**The dielectric constant of a stretched crystal**

Wurtzite ZnS is a semiconductor with a gap of a few eV between its filled and empty bands. The table follows it, at the r2SCAN level, as every edge of the cell is changed by up to 4 per cent either way, so that the volume grows by about a quarter from the first row to the last. The equilibrium cell is the row at 19.577 Å³ per atom; larger cells are under tension. The electronic dielectric constant ε measures how strongly the electrons screen a field while the nuclei stay fixed. The column xx is for a field across the hexagonal axis, zz for a field along it.

Wurtzite ZnS at several volumes, computed with Ansatz 0.2.0 using r2SCAN, PAW, a plane-wave cutoff of 500 eV, a 6×6×4 k mesh and fixed occupations, without spin polarisation. All cell edges are scaled equally and the ions relaxed in each cell. The dielectric constants are the linear response to a homogeneous field with the ions then held fixed.

```
volume (Å³/atom)     c/a  shortest distance (Å)  electronic dielectric xx  electronic dielectric zz
          17.320  1.6408                  2.239                     5.433                     5.552
          17.867  1.6408                  2.264                     5.399                     5.515
          18.426  1.6408                  2.287                     5.373                     5.485
          18.995  1.6408                  2.310                     5.354                     5.464
          19.577  1.6408                  2.333                     5.344                     5.453
          20.170  1.6408                  2.356                     5.341                     5.448
          20.775  1.6408                  2.379                     5.347                     5.450
          21.392  1.6408                  2.402                     5.360                     5.460
          22.021  1.6408                  2.425                     5.382                     5.478
```

**Question 1. In which cell is the xx component largest, and how much does it vary?**

Answer. It is largest in the smallest cell, 5.433. It falls to 5.341 at 20.170 Å³ per atom and then climbs again, to 5.382 in the largest cell. The whole variation is below 2 per cent.

Remark. So weak a dependence on so large a change of volume suggests that two effects nearly cancel. The next questions separate them.

**Question 2. What would ε be in the largest cell if each atom kept the response it has at equilibrium?**

Answer. Let V be the volume per atom. The response per atom is then (ε − 1)V, an average over Zn and S. At equilibrium it is

(5.344 − 1) × 19.577 Å³ = 85.04 Å³.

Spread over the largest cell, it would give

ε = 1 + 85.04/22.021 = 4.86.

Remark. The computed value is 5.38, so dilution alone is a poor guide. The response per atom must have grown, and from the smallest to the largest cell it does so by 26 per cent, almost as much as the volume.

**Question 3. Why does an atom respond more strongly in a larger cell?**

Answer. A field polarises the electrons by mixing some empty states into the filled ones. The mixing is easier when less energy separates the two. Longer bonds have weaker overlap, so bonding and antibonding states move closer together. The gap computed in the same runs fits this picture: it shrinks from 3.38 eV in the smallest cell to 2.24 eV in the largest.

Remark. The shrinking gap is a result of the calculation. That the other excitations, far above the gap, also move down is an inference from the theory of bonding, supported by the growing response.

**Question 4. Can the gap alone then predict ε?**

Answer. No. If every excitation cost exactly the gap energy, ε − 1 would vary as 1/(V × gap²). Matched to the equilibrium row, this rule gives 4.33 for the smallest cell and 6.95 for the largest, whereas the table has nearly equal values there.

Remark. The gap is the cheapest excitation, found at a single point of the band structure. The field acts on all valence electrons, and most of their excitations cost far more. With eight valence electrons counted per ZnS, the mean excitation energy that reproduces ε is about 8 eV, and it falls by only 11 per cent over the series, while the gap loses a third. The runs also include ten Zn 3d electrons per ZnS. Counting them too would raise the mean energy by half, but leave its percentage fall unchanged.

**Question 5. Why does the fall of ε turn into a rise?**

Answer. Call the mean excitation energy E. Electrons respond in proportion to their density, and the more tightly they are held the less they respond:

ε − 1 = K/(V E²),

where K is a constant. Growing V lowers ε, and falling E raises it. Because E enters squared, for a small step the two balance when the percentage fall of E is half the percentage growth of V.

To first order, E falls in a straight line with volume, E = a − bV. Equal steps of volume then lower E by equal amounts. As the cell grows, each step is a smaller fraction of the volume, while the drop it causes is a larger fraction of the energy. So dilution wins in small cells and the softer response wins in large ones. The balance lies at V = a/(3b). A straight line fitted to E in all nine rows has a = 11.86 eV and b = 0.1949 eV per Å³, hence

V = 11.86/(3 × 0.1949) = 20.3 Å³ per atom.

Remark. This is close to the lowest row of the table, but that row was part of the fit, and E was itself obtained from ε. The model therefore explains how a minimum can arise; it is no independent prediction of its place. It is also too flat, with only a little more than half of the computed rise beyond the minimum, because E in fact falls slightly faster per Å³ in the large cells than in the small ones. The printed output below gives the comparison row by row.

**Question 6. Which of these features can be trusted?**

Answer. The runs state an error of about 0.02 for each dielectric constant. The initial fall of xx, 0.092, is well above that. The later rise, 0.041, is less than twice the error of a difference between two rows with independent errors. Five rows lie so close to the minimum that their order is not settled.

The zz component exceeds xx in every row by about 0.1, which is several times the stated error. A difference is allowed because the layers are stacked along one axis only. Its size can't be traced further here, since c/a is the same throughout.

Remark. The curve is smooth, which hints that the errors are largely shared and that the rise is real, but this has not been tested. For practical purposes the message is simpler: squeezing every edge of the equilibrium cell by 1 per cent changes xx by only 0.010, less than the stated error.

**Question 7. What would change with another functional, with mobile ions, or with Se in place of S?**

Answer. The computed equilibrium gap is 2.78 eV, while the measured one is roughly 4 eV. Functionals of this kind usually make gaps too small, which tends to make ε too large; a method with a wider gap would probably lower the whole curve. If the ions could follow the field, as they do in a capacitor at low frequency, their displacement would add to the screening and the constant would be larger.

ZnSe has a larger cell than ZnS, yet it is known to have the larger electronic dielectric constant. Its valence electrons are held less tightly, and this outweighs their lower density.

Remark. Stretching ZnS and replacing its S by Se can be understood in the same way. Set the percentage growth of the volume beside the percentage fall of the mean excitation energy; ε rises if the second exceeds half of the first. Stretching keeps the two sides close to balance, whereas Se tips it clearly towards the softer response. Because the mean energy is itself obtained from ε, this comparison explains a known change but can't predict a new one.

The analysis program printed:

```
fit of emean on 9 rows: constant 11.86 +/- 0.031, coefficient of vol -0.1949 +/- 0.0016; rms 0.00634, worst 17.32 0.0106, leave-one-out rms 0.00906
Response and three pictures for xx:
     row  (xx-1)*volume A^3  gap eV  mean energy eV  xx fixed response  xx gap only  xx linear mean energy
   17.32              76.78   3.377           8.475               5.91        4.328                  5.422
  17.867               78.6   3.223           8.377               5.76        4.543                  5.396
  18.426              80.58   3.072           8.273              5.615        4.781                  5.376
  18.995               82.7   2.924           8.166              5.477        5.048                  5.361
  19.577              85.04    2.78           8.053              5.344        5.344                  5.352
   20.17              87.56   2.639           7.937              5.216         5.68                  5.348
  20.775              90.31   2.503           7.815              5.094        6.051                   5.35
  21.392              93.27    2.37            7.69              4.975        6.473                  5.357
  22.021               96.5    2.24            7.56              4.862        6.949                  5.371
Growth of volume, smallest to largest cell (%): 27.14
Growth of response per atom over the same range (%): 25.68
Whole spread of xx relative to its lowest value (%): 1.723
Fall of xx from smallest cell to minimum: 0.092
Rise of xx from minimum to largest cell: 0.041
Fall of zz from smallest cell to minimum: 0.104
Rise of zz from minimum to largest cell: 0.03
Error of the fall if errors are independent: 0.02484
Error of the rise if errors are independent: 0.02335
Rows with xx within the largest stated error of the minimum: 5
Fall of the gap over the whole range (eV): 1.137
Fall of the mean energy over the whole range (eV): 0.9153
Power of the fall of mean energy with volume, first step: 0.3762
Power of the fall of mean energy with volume, last step: 0.5868
Turning volume of the linear mean-energy model (A^3/atom): 20.28
Largest miss of xx in the linear mean-energy model: 0.0111
zz minus xx, smallest cell: 0.119
zz minus xx, equilibrium: 0.109
zz minus xx, largest cell: 0.096
```
